**Reading the filling order from the 6s level**

Six heavy elements were computed with the scalar-relativistic r2SCAN functional, each with its 6s shell set to 0.75 spin-up electrons and no spin-down electron. The energy column is the cost $\Delta E$ of reaching this state from the fullest case, which the sizes identify as $6s^2$ (checked below), so 1.25 electrons are removed. It is not an ionisation energy. The eigenvalues $\varepsilon_\uparrow$ and $\varepsilon_\downarrow$ belong to the ion, and the spin-down level is empty. Which row is which element?

Spherical all-electron atoms computed with the radks 1 radial solver and Libxc, using the r2SCAN functional in a scalar-relativistic, spin-polarised generalised Kohn-Sham scheme. The 6s shell holds 0.75 spin-up electrons and no spin-down electrons, and each nucleus has a Fermi charge distribution. Candidates: Lu, Ir, Yb, Bi, Os, W.

| row | energy less that of the fullest case (eV) | spin up eigenvalue (eV) | spin down eigenvalue (eV) |
| --- | --- | --- | --- |
| A | 11.928 | -14.220 | -13.025 |
| B | 8.7077 | -11.038 | -9.5288 |
| C | 13.321 | -15.863 | -14.659 |
| D | 25.077 | -26.457 | -25.225 |
| E | 12.898 | -15.356 | -14.160 |
| F | 9.8271 | -12.066 | -10.740 |

Six further rows are known by name: $\Delta E$ is 8.198 and 8.400 eV for Tb and Ho, 10.663, 11.346 and 14.446 eV for Hf, Ta and Hg, and 21.622 eV for Pb.

**Screening.** Each step in $Z$ adds a proton and an electron that partly hides it. In a system of concentric charged shells, Gauss's law says that a shell inside a test charge acts on it as if gathered at the nucleus, while a shell outside exerts no force and only raises the potential by its charge over its own radius, so it screens less the farther out it lies. A 4f electron lies well inside the 6s orbital and nearly cancels its proton; a 5d electron reaches into the 6s region and cancels less; a 6p electron shares that region and cancels least. The analogy gives only this order, because orbitals are spread out, 6s penetrates to the nucleus, and every shell contracts as $Z$ grows. Since no added electron screens completely, $\Delta E$ should rise with $Z$, slowly through 4f, faster through 5d and steeply through 6p. The named rows behave so.

**The ends.** The straight line through Tb ($Z=65$) and Ho (67), continued to $Z=70$, gives 8.703 eV, 0.004 eV below row B, which is Yb. The spin gap $\varepsilon_\downarrow-\varepsilon_\uparrow$ agrees: 1.51 eV for B, close to the 1.46 and 1.48 eV of Tb and Ho and above that of every other row. Row D lies 11.756 eV above its nearest hidden neighbour. The line through Hg and Pb rises 3.588 eV per 6p electron and gives 25.21 eV for a third, 0.13 eV above D, which is Bi. Both assignments are sure. Row D is a hole in 6s beneath a retained $6p^3$, without spin-orbit splitting, whereas real Bi and Pb lose 6p first, as Lu and Hf lose 5d first; this shifts no assignment, since every row is constrained alike.

**The 5d rows.** Let $N$ be the 5d count. A parabola is passed exactly through Hf ($N=2$), Ta (3) and Hg (10). The slopes are 0.683 eV and $(14.446-11.346)/7=0.443$ eV, and their divided difference is $(0.443-0.683)/8=-0.030$ eV, so

$$\Delta E = 10.663+0.683(N-2)-0.030(N-2)(N-3)\ \text{eV}.$$

For $N=4$ this is $10.663+1.366-0.060=11.969$ eV, 0.041 eV above row A, which took no part in the fit. A is W. For $N=1$ the parabola lands 0.093 eV above row F, and F also has the intermediate gap of 1.33 eV, so it is Lu. With the next candidates about an electronvolt away, both are sure.

Rows E and C are harder. A cubic through the same three rows and the predicted Yb point at $N=0$ is as defensible as the parabola, yet the two differ by 0.33 eV at $N=6$ and 0.41 eV at $N=7$, nearly as much as the 0.423 eV between E and C. The cubic's value for Ir, 13.064 eV, lies nearer to E. Matching one row at a time thus depends on which polynomial is trusted across the long stretch from Ta to Hg, and the pair is settled without either by the argued rise with $Z$: E is Os and C is Ir. If the slope is also assumed to fall steadily from Hf to Hg, only $N=4,6,7$ survives for A, E, C among the 20 placements between 4 and 9.

Two clues fail. The gaps of A and E, 1.195 and 1.196 eV, differ only by rounding. The nuclear radius is an input that follows mass and nuclear shape, and sorting by it swaps A with F and E with C; its effect on 6s is far below these steps.

In the labelled table the configurations are those of the neutral parents; the eigenvalues belong to the ions with 0.75 electrons in 6s, and the energies are the cost of reaching them.

The rows with their labels:

| species | Z | configuration | nuclear rms radius (fm) | energy less that of the fullest case (eV) | spin up eigenvalue (eV) | spin down eigenvalue (eV) |
| --- | --- | --- | --- | --- | --- | --- |
| Tb | 65 | [Xe] 4f9 6s2 | 5.0600 | 8.1984 | -10.384 | -8.9238 |
| Ho | 67 | [Xe] 4f11 6s2 | 5.2022 | 8.4004 | -10.644 | -9.1654 |
| Yb | 70 | [Xe] 4f14 6s2 | 5.3108 | 8.7077 | -11.038 | -9.5288 |
| Lu | 71 | [Xe] 4f14 5d1 6s2 | 5.3700 | 9.8271 | -12.066 | -10.740 |
| Hf | 72 | [Xe] 4f14 5d2 6s2 | 5.3470 | 10.663 | -12.870 | -11.622 |
| Ta | 73 | [Xe] 4f14 5d3 6s2 | 5.3507 | 11.346 | -13.575 | -12.365 |
| W | 74 | [Xe] 4f14 5d4 6s2 | 5.3658 | 11.928 | -14.220 | -13.025 |
| Os | 76 | [Xe] 4f14 5d6 6s2 | 5.4126 | 12.898 | -15.356 | -14.160 |
| Ir | 77 | [Xe] 4f14 5d7 6s2 | 5.4032 | 13.321 | -15.863 | -14.659 |
| Hg | 80 | [Xe] 4f14 5d10 6s2 | 5.4648 | 14.446 | -17.224 | -15.991 |
| Pb | 82 | [Xe] 4f14 5d10 6s2 6p2 | 5.5012 | 21.622 | -23.424 | -22.219 |
| Bi | 83 | [Xe] 4f14 5d10 6s2 6p3 | 5.5211 | 25.077 | -26.457 | -25.225 |

**How far screening constants go.** For a hydrogenic level, $x=\sqrt{-\varepsilon_\uparrow/\mathrm{Ry}}=Z_\mathrm{eff}/n^*$ grows by $(1-s)/n^*$ per step, with $s$ the screening constant of the added electron and $n^*$ an effective quantum number that cancels in ratios if it is the same in every row. Slater's rules give $1-s=0$, 0.15 and 0.65 for 4f, 5d and 6p. The mean steps of $x$ over Tb–Yb, Yb–Hg and Hg–Bi are 0.0054, 0.0224 and 0.0898, a 6p/5d ratio of 4.0 against Slater's 4.33. The rules fail twice. The 4f step is a quarter of the 5d step, not zero; imperfect 4f screening and the relativistic contraction of 6s both act in this direction, and rows that all include relativity cannot apportion them. The first 5d step is 2.7 times the mean step from Ir to Hg, so the closeness of 4.0 to 4.33 comes from averaging unequal steps and does not confirm the constants. A plausible cause is that the early 5d orbital is diffuse and screens better as it contracts. The pattern suggests Tm about a tenth of an electronvolt below Yb, and a 6s hole in Tl between three and four above Hg.

The gap contains no exchange with net 4f, 5d or 6p moments, because those shells hold equal spin-up and spin-down occupations; only their radial response to the 6s spin remains. Its fall from Yb to W may reflect unpolarised 5d density diluting the 6s polarisation, which is a guess, and it cannot be the only effect: from W to Hg the gap rises again, from 1.195 to 1.233 eV, while 5d keeps filling and 6s contracts.

**The reference.** Take $E=a(n_\uparrow+n_\downarrow)+\tfrac12 J_s(n_\uparrow^2+n_\downarrow^2)+J_o n_\uparrow n_\downarrow$ for the 6s occupations $n$, with $\varepsilon=\partial E/\partial n$ by Janak's theorem. Each row's three numbers fix the three constants, so the table cannot test the form. With a $6s^2$ reference, Yb has implied ionisation energies of 6.1 and 12.0 eV, against rough recalled values of 6.3 and 12; a reference of 1.75 electrons would give 7.8 eV for the first. The term in $J_s$ bends the energy below the straight line that the exact functional follows between integers. In this model the resulting delocalisation error is some tenths of an electronvolt, a rough estimate only, since a single occupation cannot show its true size. It biases every $\Delta E$, but the assignments compare the calculation with itself.
